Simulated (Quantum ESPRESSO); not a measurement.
# Net spin moment and magnetic energy gain of CuAu-type FePt under tetragonal distortion at fixed volume, PBE without spin-orbit coupling

Whoever chooses an underlayer for FePt recording films must decide whether the strain it imposes matters for the magnetisation or only for the anisotropy. This report serves the first half of that decision: how do the spin moment and the energy gained by magnetic order respond when the cell is stretched or flattened along z? We calculate both with PBE at fixed volume, for z lengths from 0.92 to 1.08 of that in the given cell. The net moment is counted per Fe atom and includes the small parallel moment on Pt. The magnetic energy gain is measured from the state without spin polarisation in the same distorted cell. Magnetic anisotropy arises from spin-orbit coupling, which is left out, so the second half of the decision is not addressed.

## Systems and settings

One system, FePt (CuAu-type, P4/mmm), 2 atom(s) a primitive cell, from cells typed from measured lattice constants. Quantum ESPRESSO 7.5, plane waves with GBRV 1.5 PBE pseudopotentials, cutoff 544 eV, Fermi-Dirac smearing of 0.05 eV, k meshes whose coarsest spacing along a reciprocal vector is 0.18 to 0.20 1/Å over all runs (2π included). Functional: PBE, no Hubbard U; collinear spins, no spin-orbit coupling. Atoms stay at fixed fractions of the cell and the mesh divisions are held. In the given cell the shortest lattice vector along z is 3.713 Å long and the shortest in the xy plane 2.724 Å. At each point the moments on Fe are started parallel and without spin polarisation. Runs that did not converge or carry a known fault are not listed. The same in all rows: metal or insulator in the run from the parallel start, judged by its smearing entropy or density of states at the Fermi energy (a gap under a few smearing widths counts as a metal): metal.

Notes on method and selection:

- Each state is what a run reaches from typed starting moments; only the parallel order and the state without spin polarisation were started, so the lower of the two need not be the ground state. Spin-orbit coupling is left out of these energies, which are free energies at the smearing width. A magnetic atom is one that was given a starting moment.
- Site moments count the spin inside each program's own atomic sphere, so they depend somewhat on its radius and leave out the spin between the spheres.
- Quantum ESPRESSO sets the radius of an element's spheres to about 0.41 of its shortest distance to a neighbour, so it changes from cell to cell and the site moment with it.
- A measured moment is set beside the table only where the run ends ferromagnetic and the measured order is ferromagnetic too.
- Runs that did not converge, have known faults or may not be shown are not listed, and runs on Ansatz's PAW sets soft_1 and soft_2 are kept to separate tables.

Columns:

- tetragonal distortion: factor on the z length of the cell at fixed volume.
- moment (μB): largest site spin moment reached from the parallel start.
- magnetic distance (Å): shortest distance between magnetic atoms.
- net moment (μB): net spin moment of that run per magnetic atom.
- magnetic energy gain (meV): energy of the run without spin polarisation less that of the parallel start, per magnetic atom (positive: magnetism is favoured).
- energy (meV per atom): free energy of the run from the parallel start less that in the given cell, per atom of any kind (the energy–volume or strain-energy curve, whose curvature gives an elastic modulus).

Input lines of one member:

```
&SYSTEM
  ecutwfc = 40
  ecutrho = 280
  nbnd = 24
  occupations = 'smearing'
  smearing = 'fd'
  degauss = 0.00367493
  nspin = 2
  starting_magnetization(1) = 0.175
  starting_magnetization(2) = 0
/
&ELECTRONS
  conv_thr = 4d-09
  mixing_beta = 0.3
/
K_POINTS automatic
12 12 12 0 0 0
```

Command (options for logging and memory left out): `pw.x -in pw.in`

## Data

| member | tetragonal distortion | moment (μB) | magnetic distance (Å) | net moment (μB) | magnetic energy gain (meV) | energy (meV per atom) |
| --- | --- | --- | --- | --- | --- | --- |
| 0.92 | 0.92 | 3.04 | 2.840 | 3.478 | 854.7 | 62.5 |
| 0.95 | 0.95 | 3.04 | 2.795 | 3.453 | 828.4 | 26.0 |
| 0.98 | 0.98 | 3.02 | 2.751 | ? | ? | ? |
| 1 | 1.00 | 3.00 | 2.724 | 3.340 | 790.5 | 0.0 |
| 1.02 | 1.02 | 2.99 | 2.697 | 3.290 | 783.7 | 2.1 |
| 1.05 | 1.05 | 2.96 | 2.658 | 3.217 | 784.9 | 19.5 |
| 1.08 | 1.08 | 2.94 | 2.621 | 3.171 | 794.9 | 56.1 |

Cells marked ? are withheld until the estimate has been made.

## What drives the series

The net moment falls in every step as the cell is stretched along z, from 3.478 μB at 0.92 to 3.171 μB at 1.08. The fall is uneven. Per 0.01 of distortion it is 0.025 / 3 = 0.008 μB between 0.92 and 0.95, 0.050 / 2 = 0.025 μB between 1.00 and 1.02, and 0.046 / 3 = 0.015 μB between 1.05 and 1.08. For a film, a stretch of 2 % along z from the given cell costs 0.050 / 3.340 = 1.5 % of the spin magnetisation.

At fixed volume a longer z axis brings the Fe atoms within a layer closer together, from 2.840 to 2.621 Å over the series. Closer neighbours broaden the Fe d bands, which makes it more costly to keep electrons in the majority spin. This gives the right sign, but the moment in the Fe sphere falls by only 0.10 μB, against 3.478 − 3.171 = 0.307 μB for the net moment. The rest lies on Pt and between the spheres, a division that is approximate because the sphere radius changes a little with the cell. A weaker polarisation of Pt may contribute, since the Fe–Pt distance, √(a²/2 + c²/4) with a the magnetic distance and c the z length, grows by about 0.09 Å over the series.

The energy gain does not follow the moment. It drops from 854.7 meV per Fe at 0.92 to 783.7 meV at 1.02, then rises to 794.9 meV at 1.08 although the moment is still falling. The change in the gain is the difference between two strain energies, that of the unpolarised state and that of the ferromagnetic one. Per cell of two atoms, and measured from the ferromagnetic given cell, the unpolarised state lies at 790.5 meV at 1.00, at 2 × 2.1 + 783.7 = 787.9 meV at 1.02 and at 2 × 56.1 + 794.9 = 907.1 meV at 1.08. From 1.02 to 1.08 it therefore climbs by 907.1 − 787.9 = 119.2 meV, the ferromagnetic state by only 2 × (56.1 − 2.1) = 108.0 meV, and the gain grows by the difference. This shows which state stiffens more, but not why.

## Estimating the withheld member

Plain estimates from the members shown:

- 0.98, straight-line interpolation between 0.95 and 1: w = (0.98 − 0.95) / (1.00 − 0.95) = 0.600, so 3.453 + 0.600 × (3.340 − 3.453) = 3.385 μB

The straight line between 0.95 and 1.00 gives 3.385 μB at 0.98. It ignores the bend on this side of the series, where the moment levels off towards 0.92. A curve that bends this way lies above its chord, so the estimate should be somewhat higher.

We take the bend from the cubic through the two nearest shown members on each side, 0.92, 0.95, 1.00 and 1.02. The Lagrange weight of a member at xᵢ is the product of (0.98 − xⱼ) / (xᵢ − xⱼ) over the other three members. With the weights as fractions, this gives −3.478 / 10 + 16 × 3.453 / 35 + 9 × 3.340 / 10 − 9 × 3.290 / 35 = 3.391 μB, which is 0.006 μB above the line.

The same construction, tried on the member 1.00 from 0.92, 0.95, 1.02 and 1.05, gives −5 × 3.478 / 39 + 8 × 3.453 / 21 + 20 × 3.290 / 21 − 8 × 3.217 / 39 = 3.343 μB against 3.340 μB. Tried on 1.02 from 0.95, 1.00, 1.05 and 1.08, it gives −18 × 3.453 / (13 × 25) + 0.63 × 3.340 + 0.56 × 3.217 − 7 × 3.171 / 52 = 3.288 μB against 3.290 μB. Straight lines between the nearest neighbours do no worse in these two tests, with misses of 0.003 and 0.001 μB, because the moment runs almost straight there. The case for the cubic at 0.98 thus rests on the change of slope next to it, from 0.008 μB per 0.01 below the member 0.95 to (3.453 − 3.340) / 5 = 0.023 μB per 0.01 above it. The site moment of 3.02 μB fits a smooth course and calls for no further shift. The misses of the cubic set the error at 0.003 μB.

**Committed estimate, 0.98: net moment = 3.391 ± 0.003 μB.**

## Check

| member | tetragonal distortion | moment (μB) | magnetic distance (Å) | net moment (μB) | magnetic energy gain (meV) | energy (meV per atom) |
| --- | --- | --- | --- | --- | --- | --- |
| 0.98 | 0.98 | 3.02 | 2.751 | 3.397 | 802.2 | 5.2 |

| member | estimate | net moment (μB) | computed | estimate − computed | miss in error bars |
| --- | --- | --- | --- | --- | --- |
| 0.98 | committed | 3.391 | 3.397 | −0.006 | 2.0 |
| 0.98 | interpolation | 3.385 | 3.397 | −0.012 |  |

The estimate of 3.391 μB lies 0.006 μB below the computed 3.397 μB. That is two error bars, so it falls outside, though the straight line missed by twice as much, 0.012 μB. The argument from the bend was right in direction, but the cubic supplied only half of the shift needed. The error bar was too narrow because it came from tests at 1.00 and 1.02, where the moment runs almost straight, and was then applied where the slope changes.

The new member also bears on the mechanism. From 1.00 to 0.98 the net moment rises by 3.397 − 3.340 = 0.057 μB, but the moment in the Fe sphere by only 0.02 μB. Most of the response therefore sits outside that sphere, as it does over the whole series. Narrower Fe d bands alone may not explain this; a stronger polarisation of Pt at the shorter Fe–Pt distance would have the right sign, but the Pt moment is not shown in the table.

## Outliers

A least-squares line through all seven members passes through their mean, (3.478 + 3.453 + 3.397 + 3.340 + 3.290 + 3.217 + 3.171) / 7 = 3.335 μB, at 1.00. Its slope is (0.08 × (3.171 − 3.478) + 0.05 × (3.217 − 3.453) + 0.02 × (3.290 − 3.397)) / (2 × (0.08 × 0.08 + 0.05 × 0.05 + 0.02 × 0.02)) = −2.07 μB per unit of distortion. Its largest departures are at 0.92 (about 0.02 μB below the line) and 0.98 (about 0.02 μB above it). Both are small beside the range of about 0.31 μB, and they belong together: the moment levels off towards the flattest cell, which pulls the line below the members at 0.95 and 0.98.

A possible reason for the levelling is that the majority d states of Fe are nearly full. Further narrowing of the bands can then move few more electrons from minority to majority spin, which would put 0.92 below the line, as found. A density of states resolved by spin would test this.

The step from 0.98 to 1.00 is the steepest, at 0.057 / 2 = 0.029 μB per 0.01, against 0.025 μB in the next. So small a difference may come from the k mesh and deserves no cause of its own.

## Summary

Between 0.92 and 1.08, flattening the cell at fixed volume raises the net spin moment. Straight lines between neighbouring members recover the five inner ones to within 0.02 μB. The magnetic energy gain is largest in the flattest cell and has a shallow minimum around 1.02 to 1.05.

For the choice of underlayer, the member 0.98 corresponds to an in-plane stretch of 1 %. With a cell volume of 2.724² × 3.713 = 27.55 Å³ and μB = 9.274 × 10⁻²⁴ J/T, its magnetisation rises by 0.057 × 9274 / 27.55 = 19 kA/m, or 1.7 %. A real film also changes its volume, which modifies this figure. Strain of this size is a minor concern for the magnetisation.

Two omitted effects can outweigh the whole spread of 9 %. Heating lowers the magnetisation and removes it at the Curie temperature, near which heat-assisted recording writes. Antiparallel stacking of the Fe layers, if favoured in some distorted cell, would cancel the net moment; the gain of about 800 meV per Fe does not measure the stability against it.

[Logs are printed without paths, hosts, clocks, repeated set-up lines and the standing remarks that a program may print on its own settings, such as how far it seeks lower states.]
